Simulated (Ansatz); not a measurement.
Zr: energy change per atom and pressure against volume scale

Results calculated with Ansatz 0.2.0, not measured. Plane-wave DFT, scalar-relativistic PAW made under PBE with cores redone for the functional, no dispersion; the given relaxed cell is scaled uniformly, energy at zero smearing counts from the unscaled cell, pressure at the given Fermi-Dirac smearing is positive in compression.

The cell before it is scaled or strained (space group P6_3/mmc, No. 194):
```
CELL_PARAMETERS angstrom
3.16910 0.00000 0.00000
-1.58460 2.74450 0.00000
0.00000 0.00000 10.32750
ATOMIC_POSITIONS crystal
Zr 0.00000 0.00000 0.00000
Zr 0.00000 0.00000 0.50000
Zr 0.33333 0.66667 0.25000
Zr 0.66667 0.33333 0.75000
```

Settings of every row: spin polarised no; functional PBEsol; wave cutoff 420 eV; smearing width 0.1 eV; k mesh 13x13x4.

Atom starting moment: 0 on all atoms.

Limits: the cell comes from a prototype or a list of computed structures and needn't be the stable phase.

```csv
row,volume scale,V (Å³/atom),energy change per atom (meV),pressure (GPa)
1,0.88,19.761,112.5,15.05
2,0.92,20.66,46.47,9.17
3,0.96,21.558,10.58,4.23
4,1.04,23.354,?,?
5,1.08,24.253,39.58,-6.44
6,1.12,25.151,83.69,-8.96
```

Question: what energy change per atom and pressure should row 4 give?

Worked fit of energy change per atom. Take u = (V_r/V)^(2/3) − 1 with V_r = 21.558 Å³ an atom, which is twice the finite (Eulerian) strain; such expansions in the strain, on which the Birch-Murnaghan equation of state is built, carry the rest volume and the bulk modulus. The shown rows have u = 0.05974, 0.02877, 0, -0.07552, -0.09766. Least squares give energy change per atom = 10.493 + 781.48 × u + 15609.1 × u² meV; a straight line predicts inner rows, each left out in turn, worse (root mean square 41 against 1.1 meV). The rows lie off it by -0.39, 0.57, 0.09, -0.92, 0.64 (root mean square 0.59 meV). The withheld row has u = -0.05195, so the fit gives 10.493 + 781.48 × (-0.05195) + 15609.1 × (-0.05195)² = 12.02 meV.

The calculation gave 10.76 meV. The fit lies 1.26 meV (12 % of the value, 1.2 % of the column's range) above it; its largest miss of a shown row is 0.92 meV.

Worked fit of pressure. Take u = (V_r/V)^(2/3) − 1 with V_r = 21.558 Å³ an atom, which is twice the finite (Eulerian) strain; such expansions in the strain, on which the Birch-Murnaghan equation of state is built, carry the rest volume and the bulk modulus. The shown rows have u = 0.05974, 0.02877, 0, -0.07552, -0.09766. Least squares give pressure = 4.231 + 163.54 × u + 292.5 × u² GPa; a straight line predicts inner rows, each left out in turn, worse (root mean square 0.77 against 0.014 GPa). The rows lie off it by 0.01, -0.01, 0.00, 0.01, -0.01. The pressure vanishes at u = -0.0272, or V = 22.47 Å³ an atom, and there the bulk modulus at fixed shape and fractions is B = −V dP/dV = (2/3)(1 + u) dP/du = 95.7 GPa. Letting shape and atoms relax would as a rule lower it, by much in layered, chain or molecular crystals. The withheld row has u = -0.05195, so the fit gives 4.231 + 163.54 × (-0.05195) + 292.5 × (-0.05195)² = -3.48 GPa.

The calculation gave -3.46 GPa. The fit lies 0.02 GPa (0.083 % of the column's range) below it; its largest miss of a shown row is 0.01 GPa.
